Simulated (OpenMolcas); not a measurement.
**How basis sets differ on CH2NOP (SMILES O=C=NP)**

CH2NOP: 6 atoms, total charge 0, spin state singlet. SMILES: `O=C=NP`. Geometry: relaxed at PBE0-D4/def2-TZVP. This is one conformer, not always the lowest.

```xyz
6

O     1.2327   -2.0740    1.2548
C     0.7666   -1.1603    0.7031
N     0.3769   -0.1859    0.1244
P    -1.0366    0.5804   -0.4324
H    -0.5681    0.8908   -1.7381
H    -0.7295    1.8849    0.0420
```

Quantity: the dipole moment, in D. The values are calculated.

```json
{"level": "HF/STO-3G", "kind": "Hartree–Fock", "program": "OpenMolcas", "value (D)": "2.50", "CPU time": "2.1 s"}
{"level": "HF/3-21G", "kind": "Hartree–Fock", "program": "OpenMolcas", "value (D)": "2.73", "CPU time": "2.3 s"}
{"level": "HF/def2-SVP", "kind": "Hartree–Fock", "program": "OpenMolcas", "value (D)": "2.55", "CPU time": "4.7 s"}
{"level": "HF/pc-1", "kind": "Hartree–Fock", "program": "OpenMolcas", "value (D)": "2.70", "CPU time": "11 s"}
```

The values span 2.50 to 2.73 D. Sets without polarisation functions give poor dipoles. CPU times are rough (shared hosts, several kinds of processor): they show what a rung costs within a factor of a few.

The dipole moment doesn't change steadily with basis quality: the two polarised sets, def2-SVP (2.55 D) and pc-1 (2.70 D), lie between STO-3G (2.50 D) and 3-21G (2.73 D). The closeness of STO-3G to def2-SVP, and of 3-21G to pc-1, therefore probably reflects cancellation of errors rather than equally good densities. In the P–N=C=O chain, the P–N and C=O bond polarities reinforce each other while the N=C polarity opposes them, so the total depends on a delicate balance of charge shifts. A minimal set gives the valence shell little freedom to expand or contract as charge moves towards nitrogen and oxygen; splitting the valence shell restores some of it, and polarisation functions then let the density deform around each atom. Since def2-SVP and pc-1 are both polarised double-zeta sets, their disagreement suggests that exponents and contraction still matter at this size. The four values don't establish the Hartree–Fock basis-set limit, and agreement with it wouldn't remove the error from missing electron correlation.
